\section{The ladder limit of a dilute two-component Fermi gas}

The interaction between two neutral atoms is strong at short distance, and no finite order of perturbation theory in it is useful. In a dilute gas, however, two atoms complete their collision before a third one arrives. The diagrams describing repeated scattering of one pair can be summed, and the sum depends on the potential, through second order in the small parameter, only by way of the s-wave scattering length $a$. The result was obtained by Huang and Yang (1957) with a pseudopotential and by Galitskii (1958) with ladder diagrams.

\subsection{Premises and conventions}

(i) $N$ fermions of mass $m$ occupy a periodic box of volume $\Omega$ at zero temperature, $N/2$ in each of two internal states $\uparrow,\downarrow$, and $N,\Omega\to\infty$ at fixed $n=N/\Omega$. (ii) They interact through a central, spin-independent pair potential $v(r)$ of range $R$, with $k_FR\ll1$ and $k_F|a|\ll1$. (iii) The state sought evolves from the filled Fermi spheres as $v$ is switched on; potentials with bound states are discussed at the end.

The unperturbed Hamiltonian is the kinetic energy, $\varepsilon_k=\hbar^2k^2/2m$. Each spin state fills a sphere of radius $k_F$ with $\Omega/(2\pi)^3$ states per unit volume of $\mathbf k$, so that
\begin{equation}
n=\frac{k_F^3}{3\pi^2},\qquad E_F=\frac{\hbar^2k_F^2}{2m},\qquad \frac{E_0}{N}=\frac35E_F,\qquad x\equiv k_Fa .
\end{equation}
The occupation $n_i$ is 1 for $|\mathbf k_i|<k_F$ and 0 otherwise. A pair has relative wave vector $\mathbf k=(\mathbf k_1-\mathbf k_2)/2$ and relative energy $\hbar^2k^2/m$. A pair operator $O$ conserves total momentum, and its element between box-normalized plane waves is written $O(\mathbf k',\mathbf k)/\Omega$. Phase shifts are defined by $\sin(kr-l\pi/2+\delta_l)$, and $\tan\delta_0\to-ka$, so $a>0$ for a hard sphere.

\subsection{The ladder sum}

By the linked-cluster theorem $E-E_0$ is the sum of linked Goldstone diagrams. Take the diagrams with only two hole lines $i,j$. The first vertex lifts the pair to particle states $p,q$ outside the spheres, each further vertex scatters the two particles, and the last returns them to the holes. Every intermediate state carries the denominator $\varepsilon_i+\varepsilon_j-\varepsilon_p-\varepsilon_q$, and no rung adds a hole line or a loop, so the sign does not change from order to order. With $Q$ the projector on pairs of particle states and $e=\varepsilon_i+\varepsilon_j-\hat h_1-\hat h_2$ ($\hat h$ the kinetic energy), the series $v+v(Q/e)v+\dots$ sums to the Bethe--Goldstone equation,
\begin{equation}
G=v+v\frac{Q}{e}G,\qquad E_{\rm lad}=\frac12\sum_{ij}^{\rm occ}\langle ij|G|ij-ji\rangle .
\label{bg}
\end{equation}
The amplitudes $(Q/e)G|ij\rangle$ solve the coupled-cluster doubles equations in which only the driving term and the particle--particle ladder term are kept.

The remaining diagrams are ordered by replacing each $v$ with $G$ and dropping diagrams that contain two successive particle--particle rungs, which would be counted twice. Momentum conservation forbids single excitations from the Fermi spheres, so the only second-order diagram is the double excitation and its return, which is already in $G$. The first omitted diagrams therefore have three $G$ vertices: the hole--hole ladder, the particle--hole ring with its exchanges, and a Hartree--Fock insertion on a line of the second-order diagram. It is shown below that $G\simeq g=4\pi\hbar^2a/m$ at momenta of order $k_F$. A diagram with $\nu$ vertices has $\nu+1$ free momenta and $\nu-1$ denominators. If its integrals converge at the scale $k_F$, it gives
\begin{equation}
\frac{E^{(\nu)}}{N}\sim\frac{g^\nu k_F^{3(\nu+1)}}{n\,E_F^{\nu-1}}\sim E_F\,x^\nu .
\label{count}
\end{equation}
For $\nu=3$ at most one momentum can become large, and two denominators then give $\int d^3k'/k'^4$, which converges. The insertions are proportional to the sum of the two hole shifts minus the two particle shifts, which vanishes for constant $G$. Hence Eq.~(\ref{bg}) is complete through order $x^2$.

\subsection{Eliminating the potential}

In vacuum the same pair scatters without Pauli blocking. The standing-wave reaction matrix at the same total momentum and energy obeys
\begin{equation}
K=v+v\frac{\mathcal P}{e}K ,
\end{equation}
where $\mathcal P$ denotes the principal value. Put $A=Q/e$ and $B=\mathcal P/e$. Equation (\ref{bg}) reads $(1-vB)G=v+v(A-B)G$, and $K=(1-vB)^{-1}v$, so multiplication by $(1-vB)^{-1}$ gives the exact relation
\begin{equation}
G=K+K\,(Q-1)\frac{\mathcal P}{e}\,G .
\label{gk}
\end{equation}
Here $Q/e=Q\mathcal P/e$, because $e<0$ wherever $Q=1$. The potential has disappeared, so a hard core can be taken as a limit. The large intermediate momenta, up to $1/R$ and beyond, are all inside $K$: the factor $Q-1$ vanishes unless one intermediate particle lies inside its sphere, which bounds the relative wave vector by $2k_F$.

To connect $K$ with $a$, define $\psi_{\mathbf k}$ by $K|\mathbf k\rangle=v|\psi_{\mathbf k}\rangle$, so $\psi_{\mathbf k}=e^{i\mathbf k\cdot\mathbf r}+(\mathcal P/e)v\psi_{\mathbf k}$. The principal-value Green function is the mean of the outgoing and incoming ones, $-(m/4\pi\hbar^2)\cos(k\rho)/\rho$ with $\rho=|\mathbf r-\mathbf r'|$. Outside the potential the s-wave part is $\sin(kr)/kr-(mK_0/4\pi\hbar^2)\cos(kr)/r$, where $K_0$ is the on-shell s-wave element. This is proportional to $\sin(kr+\delta_0)/r$ if $K_0=-(4\pi\hbar^2/m)\tan\delta_0/k$. The same matching in each partial wave gives, for $|\mathbf k'|=|\mathbf k|$ at angle $\theta$,
\begin{equation}
K(\mathbf k',\mathbf k)=-\frac{4\pi\hbar^2}{m}\sum_l(2l+1)\frac{\tan\delta_l}{k}P_l(\cos\theta).
\label{kon}
\end{equation}
At low energy $k\cot\delta_0=-1/a+r_ek^2/2$ and $\tan\delta_1=-v_pk^3$, which define the effective range $r_e$ and the p-wave volume $v_p$. In the forward direction
\begin{equation}
K(\mathbf k,\mathbf k)=\frac{4\pi\hbar^2}{m}\Big[a+\tfrac12a^2r_ek^2+3v_pk^2+\dots\Big].
\label{klow}
\end{equation}
The second term of Eq.~(\ref{gk}) needs $K(\mathbf k',\mathbf k)=\int d^3r\,e^{-i\mathbf k'\cdot\mathbf r}v\psi_{\mathbf k}$ off the energy shell. Since $v$ confines $r$ to about $R$ and $k'<2k_F$, the exponential may be expanded. Its linear term meets only the p-wave part of $\psi_{\mathbf k}$, which is itself linear in $k$, so the element equals $g$ up to terms quadratic in the momenta. Therefore
\begin{equation}
G(\mathbf k_1,\mathbf k_2)=g+\frac{g^2}{\Omega}\sum_{\mathbf k_3}\,[(1-n_3)(1-n_4)-1]\,\frac{\mathcal P}{\varepsilon_1+\varepsilon_2-\varepsilon_3-\varepsilon_4}+\dots
\label{g2}
\end{equation}
for the diagonal element, with $\mathbf k_4=\mathbf k_1+\mathbf k_2-\mathbf k_3$. The next iteration is of order $g^3$ and belongs with the third-order terms.

\subsection{Spin sum and first order}

For equal spins the exchange term replaces $\theta=0$ by $\theta=\pi$, so even partial waves cancel and odd ones double: such pairs do not feel $a$. For opposite spins the exchange term vanishes, since $G$ does not flip spins, and the orderings $\uparrow\downarrow$ and $\downarrow\uparrow$ cancel the factor $\frac12$ in Eq.~(\ref{bg}). Thus $E_{\rm lad}=\Omega^{-1}\sum_{\mathbf k_1\mathbf k_2}n_1n_2\,G(\mathbf k_1,\mathbf k_2)$ at this order. The constant term gives $E_1=gN_\uparrow N_\downarrow/\Omega$, or
\begin{equation}
\frac{E_1}{N}=\frac{gn}{4}=\frac{4\pi\hbar^2a}{m}\frac{k_F^3}{12\pi^2}=\frac{2}{3\pi}\,x\,E_F .
\label{e1}
\end{equation}

\subsection{Second order}

Write $(1-n_3)(1-n_4)-1=-(n_3+n_4)+n_3n_4$. The product $n_1n_2n_3n_4$ is symmetric under $(1,2)\leftrightarrow(3,4)$ while the denominator changes sign, so its principal-value sum vanishes. The terms in $n_3$ and $n_4$ are equal by the relabeling $1\leftrightarrow2$, $3\leftrightarrow4$. Component by component, $p_3^2+(p_1+p_2-p_3)^2-p_1^2-p_2^2=2(p_3-p_1)(p_3-p_2)$, whence
\begin{equation}
\varepsilon_3+\varepsilon_4-\varepsilon_1-\varepsilon_2=\frac{\hbar^2}{m}(\mathbf k_3-\mathbf k_1)\cdot(\mathbf k_3-\mathbf k_2).
\end{equation}
Converting three sums to integrals and measuring wave vectors in units of $k_F$,
\begin{equation}
E_2=\frac{2g^2m\,\Omega\,k_F^7}{\hbar^2(2\pi)^9}J,\qquad
J=\int d^3k_1\,d^3k_2\,d^3k_3\,\frac{\mathcal P}{(\mathbf k_3-\mathbf k_1)\cdot(\mathbf k_3-\mathbf k_2)},
\end{equation}
each vector running over the unit ball. Inserting $g$, $n$ and $\hbar^2k_F^2/m=2E_F$,
\begin{equation}
\frac{E_2}{N}=\frac{2\cdot16\pi^2\cdot3\pi^2\cdot2}{512\,\pi^9}\,J\,x^2E_F=\frac{3J}{8\pi^5}\,x^2E_F .
\label{e2j}
\end{equation}

Set $\mathbf k_3-\mathbf k_1=u\hat{\mathbf u}$, $z=\mathbf k_3\cdot\hat{\mathbf u}$ and $t=\mathbf k_2\cdot\hat{\mathbf u}$; the denominator is $u(z-t)$. The slice of the $\mathbf k_2$ ball at height $t$ has area $\pi(1-t^2)$, and $1-t^2=(1-z^2)+(z-t)(z+t)$, so
\begin{equation}
\Phi(z)=\mathcal P\!\int_{-1}^{1}\!dt\,\frac{\pi(1-t^2)}{z-t}=\pi\big[(1-z^2)\Lambda(z)+2z\big],\qquad\Lambda(z)=\ln\frac{1+z}{1-z}.
\end{equation}
Next, $d^3k_1=u^2du\,d\hat{\mathbf u}$. Let $\rho$ now be the distance of $\mathbf k_3$ from the axis $\hat{\mathbf u}$. The condition $|\mathbf k_3-u\hat{\mathbf u}|<1$ reads $(u-z)^2+\rho^2<1$, so $u$ runs from 0 to $L=z+\sqrt{1-\rho^2}$ and $\int u^2du/u=L^2/2$. The $\mathbf k_3$ integral is done in cylindrical coordinates about $\hat{\mathbf u}$, after which the direction integral gives $4\pi$. Because $\Phi$ is odd and the range $\rho^2<1-z^2$ is even in $z$, only the odd part of $L^2/2$, namely $z\sqrt{1-\rho^2}$, survives, and
\begin{equation}
\int_0^{\sqrt{1-z^2}}2\pi\rho\sqrt{1-\rho^2}\,d\rho=\frac{2\pi}{3}\big(1-|z|^3\big).
\end{equation}
Folding $z<0$ onto $z>0$ gives a factor 2:
\begin{equation}
J=\frac{16\pi^3}{3}\int_0^1dz\,(z-z^4)\big[(1-z^2)\Lambda(z)+2z\big].
\end{equation}
The polynomial part is $2(\frac13-\frac16)=\frac13$. The logarithm multiplies $z-z^3-z^4+z^6$. Integrating by parts with the antiderivative $(z^{j+1}-1)/(j+1)$, which removes the boundary terms, and $\Lambda'=2/(1-z^2)$,
\begin{equation}
M_j=\int_0^1z^j\Lambda\,dz=\frac{2}{j+1}\int_0^1\frac{1-z^{j+1}}{1-z^2}\,dz .
\end{equation}
For odd $j$ the quotient is the polynomial $1+z^2+\dots+z^{j-1}$. For even $j$, $1-z^{j+1}=(1-z)+z(1-z^j)$ gives $1/(1+z)+z+z^3+\dots+z^{j-1}$. Hence
\begin{equation}
M_1=1,\quad M_3=\tfrac23,\quad M_4=\tfrac25\big(\ln2+\tfrac34\big),\quad M_6=\tfrac27\big(\ln2+\tfrac{11}{12}\big).
\end{equation}
The rational parts of $\frac13+M_1-M_3-M_4+M_6$ add to $\frac23-\frac3{10}+\frac{11}{42}=\frac{22}{35}$ and the logarithms to $-\frac4{35}\ln2$, so
\begin{equation}
J=\frac{32\pi^3}{105}(11-2\ln2),\qquad\frac{E_2}{N}=\frac{4(11-2\ln2)}{35\pi^2}\,x^2E_F .
\end{equation}

\subsection{Result}

Dividing $E_1$ and $E_2$ by $\frac35E_FN$,
\begin{equation}
\frac EN=\frac35E_F\left[1+\frac{10}{9\pi}k_Fa+\frac{4(11-2\ln2)}{21\pi^2}(k_Fa)^2+O(k_F^3)\right],
\label{result}
\end{equation}
with coefficients 0.3537 and 0.1855. The quadratic term is positive for either sign of $a$. This does not contradict the negative sign of second-order Rayleigh--Schr\"odinger theory in $v$: the vacuum second-order lowering is already contained in $a$, and the Fermi sea blocks part of it. A term in $E/N$ proportional to $k_F^{2+j}$ scales as $n^{(2+j)/3}$, so $\mu=\partial(nE/N)/\partial n$ multiplies it by $(5+j)/3$:
\begin{equation}
\mu=E_F\left[1+\frac{4}{3\pi}x+\frac{4(11-2\ln2)}{15\pi^2}x^2+\dots\right].
\end{equation}

\subsection{Range of validity}

\emph{Third order.} Two of the omitted terms follow from Eq.~(\ref{klow}). Over two independent spheres $\langle\mathbf k_1\cdot\mathbf k_2\rangle=0$, so $\langle k^2\rangle=\frac14\cdot2\cdot\frac35k_F^2=\frac3{10}k_F^2$. The p-wave term counts once for opposite spins and once for each of the two equal-spin sets (weight $\frac12$, doubled by exchange), three times in all. In the linear term of Eq.~(\ref{result}), $a$ is thus supplemented by $(\frac12a^2r_e+9v_p)\frac3{10}k_F^2$, and the bracket gains
\begin{equation}
\Delta_3=\frac{1}{6\pi}k_F^3a^2r_e+\frac3\pi k_F^3v_p+c_3x^3 .
\label{d3}
\end{equation}
The last term collects the $g^3$ diagrams; $c_3$ is not derived here and is taken as approximately 0.03. Smallness of $x$ alone is therefore not enough. With $|v_p|$ and $a^2|r_e|$ generically of order $R^3$ when $|a|\lesssim R$, the quadratic term exceeds $\Delta_3$ only if $a^2\gg k_FR^3$.

\emph{Bound states.} Interatomic potentials bind molecules, and the gas is then not the ground state. Equation (\ref{gk}) remains valid, since $K$ is finite at low $k$ for finite $a$, and Eq.~(\ref{result}) describes the atomic branch: for $a>0$ it equals, through $x^2$, the ground-state energy for a purely repulsive potential with the same $a$. The description holds for times short compared with three-body recombination, and for molecular binding energies far above $E_F$; the scale of the weakest binding for large positive $a$ is $\hbar^2/ma^2=2E_F/x^2$.

\emph{Pairing.} An attractive channel makes the normal state unstable. For $a<0$ the gap is proportional to $E_F\exp(-\pi/2k_F|a|)$, a function whose Taylor coefficients in $x$ all vanish, and its energy, of order gap squared over $E_F$ per particle, is absent from the series.

\emph{Temperature and geometry.} The Sommerfeld expansion adds $(5\pi^2/12)(T/T_F)^2$ to the bracket, with $k_BT_F=E_F$. In a trap Eq.~(\ref{result}) applies locally if $n$ varies slowly over $1/k_F$.

\subsection{Illustration: two nuclear-spin states of $^{173}$Yb}

The ground state of ytterbium is $^1S_0$. With no electronic angular momentum the nuclear spin ($I=5/2$ for $^{173}$Yb) is decoupled from the collision, so a gas prepared in two of the six sublevels has a spin-independent potential and fixed populations, as premises (i) and (ii) require. The inputs are the mass $m\approx172.938$ u, the approximate scattering length $a\approx10.55$ nm, the approximate dispersion coefficient $C_6\approx1150$ eV\,\AA$^6$, and an assumed uniform total density $n=10^{-7}$ nm$^{-3}$, chosen as typical of the center of an optically trapped degenerate cloud. Then $\hbar^2/2m=1.2086\times10^{-7}$ eV\,nm$^2$ and
\begin{equation}
k_F=0.01436\ {\rm nm}^{-1},\quad E_F=2.492\times10^{-11}\ {\rm eV},\quad T_F=289\ {\rm nK},\quad x=0.1515 .
\end{equation}
The bracket of Eq.~(\ref{result}) is $1+0.0536+0.0043$. Expressed as temperatures $E/Nk_B$, the kinetic term is 173.5 nK, the linear term 9.30 nK and the quadratic term 0.74 nK. The binding scale $2E_F/x^2$ is $87E_F$.

The size of $\Delta_3$ follows from the tail $-C_6/r^6$. Let $R=\frac12(mC_6/\hbar^2)^{1/4}=4.15$ nm. At zero energy the radial equation $\chi''=[l(l+1)/r^2-16R^4/r^6]\chi$ is solved by $\chi=r^{1/2}[J_{-\nu}(y)+\tau_lJ_\nu(y)]$ with $y=2R^2/r^2$ and $\nu=(2l+1)/4$. At large $r$, $\chi\propto r^{l+1}+\tau_lR^{2l+1}[\Gamma(1-\nu)/\Gamma(1+\nu)]\,r^{-l}$. For $l=0$ this is $r-a$, so $\tau_0=-s/\sqrt2$ with $s=a/\bar a$ and $\bar a=4\pi R/\Gamma(\frac14)^2=3.97$ nm; here $s=2.66$. For $l=1$ the free form is $r^2-3v_p/r$. At small $r$, $\chi\propto\cos(y-\pi/4-\phi)$ with $\tan\phi=\tan(\nu\pi/2)(\tau_l-1)/(\tau_l+1)$. Deep in the well the centrifugal term is negligible, so $\phi$ is taken independent of $l$, which gives $\tau_1=\sqrt2(s-1)/(s-2)$ and
\begin{equation}
v_p=-\frac{\sqrt2\,\Gamma(\frac14)}{3\,\Gamma(\frac74)}\,\frac{s-1}{s-2}\,R^3\approx-3.4\times10^2\ {\rm nm}^3 .
\end{equation}
The standard effective range of the same model, quoted without derivation, is $r_e=[\Gamma(\frac14)^4/6\pi^2]\,\bar a\,(1-2/s+2/s^2)\approx6.1$ nm. The three terms of Eq.~(\ref{d3}) are then $+0.0001$, $-0.0009$ and $+0.0001$, and $\Delta_3\approx-0.0007$, or $-0.13$ nK, which is 0.17 of the quadratic term in magnitude. The p-wave term dominates because $s$ lies fairly near the p-wave resonance at $s=2$. For $^{171}$Yb, whose scattering length is typically only of order 0.1 nm in magnitude, $a^2\ll k_FR^3$ at this density, and the quadratic term is smaller than the p-wave term.

Temperature matters more. At $T/T_F=0.1$, typical of a well-cooled cloud, the thermal term is 0.04, comparable with the linear term and about ten times the quadratic one, so it must be added before Eq.~(\ref{result}) is applied to such a cloud. For the uniform zero-temperature model with the inputs above, the interaction energy through second order is 10.0 nK per atom on top of a kinetic energy of 173.5 nK, and the third-order terms lower it by about 0.1 nK.